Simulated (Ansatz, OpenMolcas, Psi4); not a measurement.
# How basis sets differ on CH3AlO (SMILES [CH3][Al]=[O])

CH3AlO has 6 atoms, charge 0, and is taken as a singlet. As SMILES, `[CH3][Al]=[O]`. The shape is that of a PBE0-D4/def2-TZVP optimisation.

Each level gives the HOMO–LUMO gap (eV). The values are calculated.

```tsv
level	kind	program	value (eV)
HF/ANO-R0 (sfX2C)	Hartree–Fock	OpenMolcas	13.57
HF/ANO-RCC-MB (DKH2)	Hartree–Fock	OpenMolcas	13.65
HF/STO-3G	Hartree–Fock	OpenMolcas	15.84
HF/3-21G	Hartree–Fock	OpenMolcas	11.98
HF/6-31G (RICD fitting)	Hartree–Fock	OpenMolcas	11.95
HF/def2-SVP (density fitting)	Hartree–Fock	Psi4	11.81
HF/aug-cc-pVDZ	Hartree–Fock	Ansatz	10.83
```

The values span 10.83 to 15.84 eV. A Hartree–Fock LUMO above zero doesn't converge with the basis: it sinks as sets grow more diffuse. Orbital gaps aren't excitation energies.

The gap follows the radial freedom of the basis more than anything else. The three minimal sets give the widest gaps, the split-valence sets lie close together well below them, and aug-cc-pVDZ gives the narrowest. With one function per valence shell, the empty orbital must be built from functions shaped for occupied atomic shells, which pushes it up; a second, looser function lets it relax. In this molecule the HOMO is probably an oxygen 2p lone pair and the LUMO largely an empty 3s/3p hybrid on the electron-poor aluminium, an orbital that especially needs such room.

STO-3G stands well above the two minimal ANO sets, probably because their contractions describe the atomic shells better; scalar relativity should matter little for such light elements. The small step from 6-31G to def2-SVP suggests that polarisation functions affect this gap less than splitting the valence shell does. The gaps alone don't show how much of each shift comes from the HOMO and how much from the LUMO.
